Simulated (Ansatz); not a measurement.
A series in volume scale on GaIr

Results calculated with Ansatz 0.2.0, not measured. Periodic Kohn-Sham DFT of a crystal at fixed atoms, scaled to volume_scale times the given cell; pressure positive in compression, energy less spherical unpolarised free atoms, largest_vzz the field gradient of largest size among the nuclei.

The cell before it is scaled or strained (space group Pm-3m, No. 221):
```
GaIr
1.0
      3.0040     0.0000     0.0000
      0.0000     3.0040     0.0000
      0.0000     0.0000     3.0040
Ga Ir
1 1
Direct
  0.00000 0.00000 0.00000
  0.50000 0.50000 0.50000
```

Settings of every row: method all-electron PAW; functional PBEsol; relativity scalar; k mesh 12x12x12; filling fermi-dirac; smearing width 0.05 eV; nucleus gaussian.

Atom start moment: 0 on all atoms.

Limits: no spin-orbit coupling on heavy atoms.

| row | volume scale | V (Å³/atom) | pressure (GPa) |
| --- | --- | --- | --- |
| 1 | 0.94 | 12.741 | 22.903 |
| 2 | 0.96 | 13.012 | 15.871 |
| 3 | 0.98 | 13.283 | 9.614 |
| 4 | 0.99 | 13.419 | 6.748 |
| 5 | 1 | 13.554 | 4.043 |
| 6 | 1.01 | 13.69 | ? |
| 7 | 1.02 | 13.825 | -0.914 |
| 8 | 1.04 | 14.096 | -5.327 |
| 9 | 1.06 | 14.367 | -9.252 |

Question: what pressure should row 6 give?

Worked fit of pressure. Take u = (V_r/V)^(2/3) − 1 with V_r = 13.486 Å³ an atom, which is twice the finite (Eulerian) strain; such expansions in the strain, on which the Birch-Murnaghan equation of state is built, carry the rest volume and the bulk modulus. The shown rows have u = 0.03861, 0.02414, 0.01016, 0.00333, -0.00335, -0.01641, -0.02906, -0.04131. Least squares give pressure = 5.3831 + 403.774 × u + 1247.57 × u² + 1203 × u³ GPa; a parabola predicts inner rows, each left out in turn, worse (root mean square 0.019 against 0.0046 GPa). The rows lie off it by 0.001, -0.003, -0.001, 0.006, -0.001, -0.002, 0.000, 0.001 (root mean square 0.0026 GPa). The pressure vanishes at u = -0.0139, or V = 13.77 Å³ an atom, and there the bulk modulus at fixed shape and fractions is B = −V dP/dV = (2/3)(1 + u) dP/du = 243 GPa. The withheld row has u = -0.00996, so the fit gives 5.3831 + 403.774 × (-0.00996) + 1247.57 × (-0.00996)² + 1203 × (-0.00996)³ = 1.484 GPa.

The calculation gave 1.492 GPa. The fit lies 0.008 GPa (0.025 % of the column's range) below it; its largest miss of a shown row is 0.006 GPa.
